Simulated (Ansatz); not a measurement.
# A series in volume scale on SiC

Free energy against uniform scaling of the volume at fixed shape and fractions; periodic cell, basis, potentials, k mesh and filling as listed. The results are calculated, by Ansatz 0.2.0.

The cell before it is scaled or strained (space group P6_3mc, No. 186):
```
CELL_PARAMETERS angstrom
3.07600 0.00000 0.00000
-1.53800 2.66390 0.00000
0.00000 0.00000 5.04800
ATOMIC_POSITIONS crystal
Si 0.33333 0.66667 0.00000
Si 0.66667 0.33333 0.50000
C 0.33333 0.66667 0.38500
C 0.66667 0.33333 0.88500
```

Settings of every row: functional PBE; dispersion none; potentials PAW; wave cutoff 500 eV; density cutoff 2000 eV; k mesh 12x12x4; k shift 0x0x0; occupations fixed; smearing width 0 eV; spin none.

| row | volume scale | V (Å³/atom) | energy above lowest point (meV/atom) |
| --- | --- | --- | --- |
| 1 | 0.9 | 9.307 | 112.3 |
| 2 | 0.925 | 9.565 | 66.2 |
| 3 | 0.95 | 9.824 | 33.4 |
| 4 | 0.975 | 10.082 | 12.3 |
| 5 | 1 | 10.341 | 1.6 |
| 6 | 1.025 | 10.6 | 0 |
| 7 | 1.05 | 10.858 | ? |
| 8 | 1.075 | 11.117 | 20.4 |
| 9 | 1.1 | 11.375 | 40.5 |

Question: what energy above lowest point should row 7 give?

Worked fit of energy above lowest point. Take u = (V_r/V)^(2/3) − 1 with V_r = 10.212 Å³ an atom, which is twice the finite (Eulerian) strain; such expansions in the strain, on which the Birch-Murnaghan equation of state is built, carry the rest volume and the bulk modulus. The shown rows have u = 0.06382, 0.0446, 0.02616, 0.00858, -0.00833, -0.02455, -0.05504, -0.06938. Least squares give energy above lowest point = 5.7 + 630 × u + 16305 × u² meV/atom; a straight line predicts inner rows, each left out in turn, worse (root mean square 26 against 0.051 meV/atom). The rows lie off it by 0.0, 0.0, 0.1, 0.0, 0.0, -0.1, 0.0, 0.0. Its lowest point lies at u = -0.0193, or V = 10.52 Å³ an atom, and the curvature there gives the bulk modulus at fixed shape and fractions, B = (4/9)(1 + u)² E″(u)/V = 212 GPa. Letting shape and atoms relax would as a rule lower it, by much in layered, chain or molecular crystals. The withheld row has u = -0.04007, so the fit gives 5.7 + 630 × (-0.04007) + 16305 × (-0.04007)² = 6.6 meV/atom.

The calculation gave 6.6 meV/atom. The fit meets it to the printed digit.
